# Beaming from a long transparent channel

A long narrow tube between an oven and the vacuum leaves the intensity on the axis unchanged and cuts the total flow. This page derives the axial intensity, the transmission probability, the angular distribution and its width for a circular tube, and ends with numbers for a calcium beam.

## 1. Premises and conventions

The tube has diameter $d$, length $L$, area $A=\pi d^2/4$ and aspect ratio $\Gamma=L/d$. Depth $z$ is measured from the exit ($z=0$) back to the entrance ($z=L$), and $x=z/d$. The angle $\theta$ is measured from the axis. The intensity $I(\theta)$ is the number of atoms per second and steradian in the far field.

1. The reservoir holds a gas at rest in equilibrium, with density $n$, temperature $T_0$, atomic mass $m$ and mean speed $\bar v=\sqrt{8k_BT_0/\pi m}$. The outflow does not disturb it.
2. The channel is transparent. The mean free path obeys $\lambda\gg L$, so atoms fly straight from wall to wall.
3. The wall re-emits every atom where it landed, with the cosine law, and the state is steady.
4. Nothing returns from the vacuum side.

## 2. Radiance, axial intensity and peaking factor

The atoms with speed in $dv$ and direction in $d\Omega$ that cross an area $dA$ in time $dt$ fill a slanted cylinder of volume $v\cos\theta\,dA\,dt$. An isotropic gas has the fraction $d\Omega/4\pi$ of its atoms in $d\Omega$. Averaging over speed gives the rate $(n\bar v/4\pi)\cos\theta\,dA\,d\Omega$. The factor in brackets is the radiance, the rate per projected area and solid angle. Since $\int\cos\theta\,d\Omega=\pi$ over a hemisphere, the flux into the entrance is
$$\nu_0=\tfrac14 n\bar v ,$$
and the radiance of the reservoir is $\nu_0/\pi$. In the same way a cosine-law wall that emits $\nu$ atoms per area and second has the radiance $\nu/\pi$ in every direction.

Without collisions the radiance is constant along a straight ray, because the same atoms pass through every section of a narrow bundle of rays and the product of projected area and solid angle is the same at both ends. The intensity is therefore found by tracing each ray back from the exit plane to the surface where it starts:
$$I(\theta)=\cos\theta\int_A \frac{\nu_{\rm start}}{\pi}\,dA .\tag{1}$$

For $\theta=0$ every ray runs parallel to the wall and ends in the reservoir, so
$$I(0)=\frac{\nu_0A}{\pi}=\frac{n\bar vA}{4\pi}.\tag{2}$$
This holds for any $L$ and equals the value for a thin orifice. The orifice has $I=I(0)\cos\theta$ and passes $\dot N_0=\nu_0A$. The tube passes $\dot N=W\nu_0A$, which defines the transmission probability $W$ (the Clausing factor). The peaking factor compares the axial intensity per unit flow with that of a cosine source:
$$\chi\equiv\frac{\pi I(0)}{\dot N}=\frac1W .\tag{3}$$
With $j(\theta)=I(\theta)/I(0)$, counting the flow over the forward hemisphere gives a sum rule that any angular distribution must obey:
$$2\int_0^{\pi/2}j(\theta)\sin\theta\,d\theta=W .\tag{4}$$

## 3. Geometry of straight flights

**Overlap area.** A ray at angle $\theta$ moves sideways by $z\tan\theta=pd$ over a depth $z$. It stays inside the tube if its start and end both lie in the cross-section, so the surviving rays fill the overlap of two discs of diameter $d$ whose centres are $pd$ apart. The overlap consists of two equal circular segments of half-angle $\alpha=\arccos p$, each of area $(d^2/4)(\alpha-\sin\alpha\cos\alpha)$. As a fraction of $A$ it is
$$\frac{2}{\pi}R(p),\qquad R(p)=\arccos p-p\sqrt{1-p^2},\qquad R'(p)=-2\sqrt{1-p^2},\tag{5}$$
for $p\le1$, and zero beyond.

**Disc to disc.** Let $T(x)$ be the fraction of a cosine-law flux through one cross-section that reaches another at distance $xd$ without touching the wall. With $t=\tan\theta$, $\sin\theta\cos\theta\,d\theta=t\,dt/(1+t^2)^2$, so
$$T(x)=\frac4\pi\int_0^{1/x}\frac{R(xt)\,t\,dt}{(1+t^2)^2}=1-\frac4\pi\int_0^1\frac{x^2\sqrt{1-p^2}}{x^2+p^2}\,dp .$$
The second form follows by parts with $R(0)=\pi/2$ and $R(1)=0$. Putting $p=\sin\phi$ and using $\int_0^{\pi/2}d\phi/(x^2+\sin^2\phi)=\pi/(2x\sqrt{1+x^2})$ gives
$$T(x)=1+2x^2-2x\sqrt{1+x^2}=w^2,\qquad w=\sqrt{1+x^2}-x .\tag{6}$$

**Disc to wall.** The fraction $-T'(x)\,dx$ lands on the ring between $x$ and $x+dx$, whose area is $\pi d^2dx=4A\,dx$. A disc with flux $\nu_0$ thus delivers $\nu_0F(x)$ per unit wall area, with
$$F(x)=-\frac{T'(x)}{4}=\frac{x^2+\frac12}{\sqrt{1+x^2}}-x=\frac{w^3}{1+w^2}.\tag{7}$$
The exchange between two cosine-law elements a distance $r$ apart is proportional to $\cos\theta_1\cos\theta_2\,dA_1dA_2/\pi r^2$, which is symmetric. Hence $F(x)$ is also the probability that an atom leaving the wall crosses a section at distance $xd$ on a given side in one flight. As it must, $F(0)=\frac12$. For large $x$, $F\simeq1/8x^3$.

**Wall to wall.** The probability of landing at a distance between $t$ and $t+dt$ on one side is $K(t)\,dt$ with $K=-F'>0$. Over both sides of an endless tube $K$ integrates to $2F(0)=1$.

With $S=\sqrt{1+\Gamma^2}$, the moments $J_k=\int_0^\Gamma x^kF\,dx$ are elementary:
$$J_0=\frac{\Gamma S-\Gamma^2}{2},\quad J_1=\frac{S^3-\Gamma^3}{3}-\frac S2+\frac16,\quad J_2=\frac{\Gamma^3S-\Gamma^4}{4}-\frac{\Gamma S-\operatorname{arsinh}\Gamma}{8}.\tag{8}$$
For $\Gamma\to\infty$, $J_0\to\frac14$ and $J_1\to\frac16$.

## 4. Wall flux and transmission probability

Write the wall flux as $\nu_0g(x)$. By premise 3, emission equals arrival, which comes from the rest of the wall and from the entrance:
$$g(x)=\int_0^\Gamma K(|x-y|)\,g(y)\,dy+F(\Gamma-x).\tag{9}$$
The exit flow is the direct part plus the last flights from the wall:
$$W=T(\Gamma)+4\int_0^\Gamma g(x)F(x)\,dx .\tag{10}$$

**Long tube.** Far from both ends (9) reads $g=K*g$. Because $K$ is even and normalised, any linear function $g=g_0+bx$ solves it. The net flow through a section, in units of $\nu_0A$, is the difference of the flows from the two sides:
$$4\int_0^\infty[g(x+t)-g(x-t)]F(t)\,dt=8b\cdot\frac16=\frac{4b}{3}.$$
In a long tube $g$ runs from nearly 0 at the exit to nearly 1 at the entrance, so $b\to1/\Gamma$ and
$$W\to\frac{4d}{3L},\qquad \chi\to\frac{3L}{4d}.\tag{11}$$

**Finite length.** The end values of $g$ need more care, for a reason that Section 6 makes plain. Every atom leaving the wall lands on the wall or escapes through an end, so $\int_0^\Gamma K(|x-y|)\,dy=1-F(x)-F(\Gamma-x)$. Put $g=\frac12+u$. Then (9) becomes
$$Mu=s,\qquad M=1-K,\qquad s(x)=\tfrac12[F(\Gamma-x)-F(x)],$$
where $K$ now acts as the integral operator on $[0,\Gamma]$. With $\langle a,c\rangle=\int_0^\Gamma ac\,dx$,
$$\langle a,Ma\rangle=\int_0^\Gamma a^2[F(x)+F(\Gamma-x)]\,dx+\frac12\iint K(|x-y|)[a(x)-a(y)]^2dx\,dy>0,\tag{12}$$
so $M$ is symmetric and positive and the solution is unique. The source $s$ is odd about the midpoint and $M$ commutes with the reflection, so $u$ is odd and $g(x)+g(\Gamma-x)=1$. For odd $u$, $\langle u,F\rangle=-\langle u,s\rangle$. With $4J_0=1-T(\Gamma)$, equation (10) becomes
$$W=\tfrac12[1+T(\Gamma)]-4\langle u,s\rangle .\tag{13}$$

Now approximate $u$ by $b\varphi$ with $\varphi=x-\Gamma/2$, and let $\delta=u-b\varphi$. Expanding $\langle\delta,M\delta\rangle\ge0$ with $Mu=s$ gives
$$\langle u,s\rangle=2b\mathcal N-b^2\mathcal D+\langle\delta,M\delta\rangle,\qquad \mathcal N=\langle\varphi,s\rangle,\quad \mathcal D=\langle\varphi,M\varphi\rangle .$$
The best slope makes the remainder smallest, which means $b=\mathcal N/\mathcal D$. The first integral is $\mathcal N=\Gamma J_0/2-J_1$. For the second, the single integral in (12) is $2J_2-2\Gamma J_1+\Gamma^2J_0/2$, and the double integral is $\int_0^\Gamma(\Gamma-t)t^2K\,dt=2\Gamma J_1-3J_2$ by parts. Their sum is $\Gamma^2J_0/2-J_2$. From (8),
$$\mathcal N=\frac{(2-\Gamma^2)S+\Gamma^3-2}{12},\qquad \mathcal D=\frac{\Gamma S-\operatorname{arsinh}\Gamma}{8}.\tag{14}$$
The linear wall flux and its transmission are
$$g=\zeta_0+(1-2\zeta_0)\frac{z}{L},\quad \zeta_0=\frac12-\frac{\Gamma\mathcal N}{2\mathcal D},\quad W_{\rm lin}=1+\Gamma^2-\Gamma S-\frac{4\mathcal N^2}{\mathcal D},\tag{15}$$
and $W=W_{\rm lin}-4\langle\delta,M\delta\rangle\le W_{\rm lin}$. Inserting this $g$ directly into (10) gives $\frac12(1+T)-4b\mathcal N$, which is the same $W_{\rm lin}$.

For large $\Gamma$, $\mathcal N\simeq\Gamma/8-1/6+3/(32\Gamma)$, $8\mathcal D\simeq\Gamma^2+\frac12-\ln2\Gamma$ and $1+\Gamma^2-\Gamma S\simeq\frac12+1/(8\Gamma^2)$, so that
$$\zeta_0\simeq\frac{2}{3\Gamma},\qquad W_{\rm lin}\simeq\frac{4}{3\Gamma}-\frac{1}{\Gamma^2}\left(\frac{\ln2\Gamma}{2}+\frac{91}{72}\right).\tag{16}$$
The limit (11) is approached slowly because of the logarithm, which comes from the $1/x^3$ tail of long flights.

**How good the straight line is.** Near the exit of a long tube, continue the line to $x<0$, where it would solve $g=K*g$ exactly. The missing part of the wall is then the imbalance between assumed emission and actual arrival:
$$\rho(x)=\int_0^\infty K(x+y)(\zeta_0-by)\,dy=\zeta_0F(x)-\frac{b}{4}T(x).$$
With $\zeta_0=2b/3$ its integral over $x$ vanishes, since $\int_0^\infty F\,dx=\frac14$ and $\int_0^\infty (T/4)\,dx=\int_0^\infty xF\,dx=\frac16$. At the lip $\rho(0)=b/3-b/4=b/12$, so the arrival there is one eighth below the assumed $\zeta_0$. For the effect on $W$, note that $M\delta=-\rho$ and replace $M$ by its smooth-field form $-\frac13\,d^2/dx^2$, where $\frac13$ is half the second moment of $K$, $4\cdot\frac16$. Then $\delta'=3P$ with
$$P(x)=\int_0^x\rho\,dx'=\frac{b}{24}(3w-4w^2+w^3),\qquad \int_0^\infty P^2dx=\frac{b^2}{420},$$
where $dx=-(1+w^2)\,dw/2w^2$ was used. Each end contributes $3\int P^2dx$ to $\langle\delta,M\delta\rangle$, so $W_{\rm lin}-W\sim 2/(35\Gamma^2)$. This is an order of magnitude only, because $\rho$ varies on the scale of one flight.

## 5. Angular distribution

Let $q=\Gamma\tan\theta$, the sideways shift over the whole length in units of $d$. By (5), the fraction $(2/\pi)R(q)$ of the rays through the exit reaches the reservoir if $q<1$, and none does if $q\ge1$. The fraction $(4/\pi)\sqrt{1-p^2}\,dp$ ends on the wall at the depth where the shift is $p$, that is at $z/L=p/q$. Equation (1) gives
$$\frac{j}{\cos\theta}=\frac2\pi R(q)+\frac4\pi\int_0^{\min(q,1)}g\!\left(\frac zL=\frac pq\right)\sqrt{1-p^2}\,dp ,\tag{17}$$
with $R=0$ for $q\ge1$. This is exact for the true $g$. For a linear flux $g=\zeta_0+(\zeta_1-\zeta_0)p/q$ two integrals are needed:
$$\frac4\pi\int_0^q\sqrt{1-p^2}\,dp=1-\frac2\pi R(q),\qquad \int_0^qp\sqrt{1-p^2}\,dp=\frac{1-(1-q^2)^{3/2}}{3}.$$
The result, in the form associated with Olander and Kruger (1970), is
$$j=\cos\theta\left\{\zeta_0+\frac2\pi\left[(1-\zeta_0)R(q)+\frac{2(\zeta_1-\zeta_0)}{3q}\left(1-(1-q^2)^{3/2}\right)\right]\right\},\quad q\le1,\tag{18}$$
$$j=\cos\theta\left\{\zeta_0+\frac{4(\zeta_1-\zeta_0)}{3\pi q}\right\},\quad q\ge1,\tag{19}$$
with $\zeta_1=1-\zeta_0$ and $\zeta_0$ from (15). Since (10) and (4) count the same rays, (18) and (19) satisfy the sum rule with $W=W_{\rm lin}$ exactly.

**Core shape.** At fixed $q$ and $\Gamma\to\infty$, $\cos\theta\to1$, $\zeta_0\to0$ and $\zeta_1\to1$, which leaves a universal function:
$$j_0(q)=\frac2\pi\left[\arccos q-q\sqrt{1-q^2}+\frac{2}{3q}\left(1-(1-q^2)^{3/2}\right)\right]\ (q\le1),\qquad j_0=\frac{4}{3\pi q}\ (q\ge1).\tag{20}$$
Differentiating, the terms in $\sqrt{1-q^2}$ cancel and
$$j_0'(q)=-\frac{4}{3\pi q^2}\left[1-(1-q^2)^{3/2}\right]<0 .$$
The profile falls monotonically. At small $q$ the bracket is $3q^2/2$, so $j_0\simeq1-2q/\pi$ and the peak is a cusp. At $q=1$ both branches equal $4/3\pi=0.424$ with the same slope. The half maximum therefore lies inside $q<1$, and solving $j_0=\frac12$ numerically gives $q_{1/2}=0.839$:
$$\theta_{1/2}\simeq0.84\,\frac dL\quad\text{(half width at half maximum)}.\tag{21}$$
The full width is twice this. The neglected curvature of $g$ is a correction of order $1/\Gamma$, so two figures are what the linear model supports for a real tube.

## 6. Where the flow goes

Equation (20) describes the core and must not be integrated over the hemisphere. Put (19) into (4) and keep order $1/\Gamma$. The cone $q<1$ has a solid angle of order $\Gamma^{-2}$ and drops out. With $1/q=\cos\theta/(\Gamma\sin\theta)$,
$$W\simeq\zeta_0+\frac{8}{3\pi\Gamma}\int_0^{\pi/2}\cos^2\theta\,d\theta=\zeta_0+\frac{2}{3\Gamma}.$$
With $\zeta_0=0$ the distribution carries only half of the flow (11), even with the factor $\cos\theta$ in place. The other half is the cosine background $\zeta_0\cos\theta$, emitted by the last few diameters of wall, and the balance again requires $\zeta_0=2/(3\Gamma)$. The ratio of the background to the $1/q$ term is $(\pi/2)\tan\theta$. It reaches a tenth at $3.6^\circ$ and unity at $32^\circ$, independently of $\Gamma$ at leading order. At grazing angles the rays sample only the lip, where the line overestimates the flux by about one eighth.

The share of the flow inside the cone $q<1$ follows from $\int_0^1Rq\,dq=\pi/16$ and $\int_0^1(1-q^2)^{3/2}dq=3\pi/16$, which give $\int_0^1j_0q\,dq=4/3\pi-1/8$. The share is
$$\frac{2}{\Gamma^2W}\left(\frac{4}{3\pi}-\frac18\right)\to\frac{1}{\Gamma}\left(\frac2\pi-\frac3{16}\right)=\frac{0.449}{\Gamma}.$$
The tube does not push atoms into the core. It sends most of the off-axis atoms back to the reservoir, and most of what still leaves does so at large angles.

## 7. Range of validity

**Collisions.** Away from the ends the density in the channel follows the wall flux, $n(z)\simeq nz/L$, so an axial ray has the optical depth $\tau(z)=z^2/(2L\lambda)$ from the exit, with $\lambda$ the mean free path in the reservoir. If scattered atoms are simply lost, $I(0)$ falls by the fraction $L/2\lambda$ to first order. If each collision feeds the ray with the isotropic radiance of the local gas, as in the model of Giordmaine and Wang (1960), then
$$\frac{I(0)}{n\bar vA/4\pi}=e^{-\tau(L)}+\int_0^L\frac zL\,e^{-\tau}\frac{d\tau}{dz}dz=\frac1L\int_0^Le^{-\tau}dz\simeq1-\frac{L}{6\lambda},$$
after integration by parts. The two estimates indicate the range of the loss. The cross-section to use is the one for deflection by about $d/L$ or more, which long-range attraction makes larger than the geometric size of the atoms. For $d\ll\lambda\ll L$ the flow stays close to (11), since wall collisions still dominate, but (2), (3) with $\chi=1/W$, and (21) fail: the peak is lower and wider.

**Length.** Equations (2), (3) and (17) hold for any $\Gamma$. By (16), the limit (11) has the relative correction $-(3/8\Gamma)(\ln2\Gamma+91/36)$. Use (15) unless this is negligible.

**Walls.** Condensation on the wall lowers $g$, which lowers the flow and the wings and in time clogs the tube. Specular reflection raises $W$. Surface diffusion over distances comparable to $d$ is excluded. A wall hotter than the reservoir changes the speeds of re-emitted atoms but not $W$ or $j$, because (9) balances numbers only. Axial atoms keep the reservoir temperature.

**Distance.** A point detector on the axis at distance $Z$ sees the reservoir only through exit radii $r<(d/2)/(1+L/Z)$. The outer annulus, a fraction $2L/Z$ of the area to first order, shows wall from all depths evenly, with mean $g=\frac12$. The flux is $I(0)/Z^2$ reduced by the fraction $L/Z$, so the far field means $Z\gg L$.

**Arrays.** Intensities add if the tubes are parallel to well within $d/L$, the array subtends an angle small against $d/L$ at the detector, and the gaps between tubes are closed or counted as further channels.

## 8. Calcium beam from microtubes of 0.2 mm by 10 mm

**Geometry.** With $d=0.20$ mm and $L=10$ mm, $\Gamma=50$ and $A=3.14\times10^{-8}$ m². Equations (14) and (15) give $\mathcal N=6.0852$, $\mathcal D=311.99$, $\zeta_0=0.0124$ and $W_{\rm lin}=0.50005-0.47476=0.02529$. The estimate $2/(35\Gamma^2)$ is $2\times10^{-5}$, about 0.1 % of this, so $W=0.0253$ and $\chi=39.5$. The long-tube limit gives $0.0267$ and $37.5$, so the finite length lowers the flow by 5.2 %. The direct part $T(\Gamma)$ is only $1.0\times10^{-4}$. A wall flux with $\zeta_0=0$ and $\zeta_1=1$ would give $0.0132$ from (10).

The half maximum of (18) lies at $q=0.841$, against $0.839$ in the limit, so $\theta_{1/2}=16.8$ mrad or $0.96^\circ$. The cone $q<1$ holds 0.95 % of the flow, and the term $\zeta_0\cos\theta$ holds 49 %.

| $q$ | $\theta$ (degrees) | $j_0$, eq. (20) | $j$, eqs. (18), (19) |
|---|---|---|---|
| 0.5 | 0.57 | 0.69 | 0.69 |
| 1 | 1.15 | 0.42 | 0.43 |
| 5 | 5.7 | 0.085 | 0.095 |
| 50 | 45 | 0.0085 | 0.015 |

**Source.** Typical or assumed inputs for calcium:

- atomic mass 40.08 u (typical, natural isotope mixture)
- vapour pressure 0.010 Pa over the solid at $T_0=725$ K (typical, approximate)
- sublimation enthalpy 175 kJ/mol near this temperature (typical, approximate)
- cross-section $\sigma=4\times10^{-18}$ m² for deflection out of the core (assumed, uncertain by a factor of about two)

Then $n=p/k_BT_0=1.0\times10^{18}$ m⁻³, $\bar v=619$ m/s and $\nu_0=1.5\times10^{20}$ m⁻² s⁻¹. Per tube the model gives
$$I(0)=1.5\times10^{12}\ \text{s}^{-1}\text{sr}^{-1},\qquad \dot N_0=4.9\times10^{12}\ \text{s}^{-1},\qquad \dot N=1.2\times10^{11}\ \text{s}^{-1}.$$
At $Z=0.30$ m the axial flux is $1.7\times10^{13}$ m⁻² s⁻¹, with a near-field reduction $L/Z$ of 3 %. An array of 100 tubes consumes 26 mg of calcium in a year of $3.156\times10^7$ s. One hundred thin orifices of the same diameter give the same axial intensity and consume 1.0 g.

**Premises.** The mean free path is $\lambda=1/(\sqrt2\,n\sigma)=0.18$ m, so $\lambda/L=18$ and the axial loss is estimated between $L/6\lambda=0.9$ % and $L/2\lambda=2.8$ %. This is smaller than the 5.2 % length correction but not far below it, and it is much larger than the 0.1 % uncertainty of $W_{\rm lin}$, so in a real source the third figure of $\chi$ is not secured. By the Clausius–Clapeyron relation the pressure rises by $\Delta H/RT_0^2=4.0$ % per kelvin, and $\lambda$ shrinks to $L$ about 80 K higher, where the channel is no longer transparent. Diffraction is negligible, as the de Broglie wavelength $h/m\bar v=1.6\times10^{-11}$ m corresponds to an angle of $8.0\times10^{-8}$ rad over $d$.

The values of $W$, $j$ and $\theta_{1/2}$ do not depend on the species. Used as a doser for nitrogen process gas at 295 K (typical molecular mass 28.01 u, $\bar v=472$ m/s), the same tube has the same beam shape and the free molecular conductance $W\bar vA/4=9.4\times10^{-8}$ m³/s.

All these numbers are the model's. The absolute calcium rates scale with the vapour pressure, so a few kelvin of uncertainty in $T_0$ moves them by tens of per cent. As typical knowledge and not as a measurement, assembled microtube arrays give beams broader than the single-tube width found here, by tens of per cent up to roughly a factor of two, when the tubes are imperfectly aligned or the oven runs hot enough for $\lambda$ to approach $L$.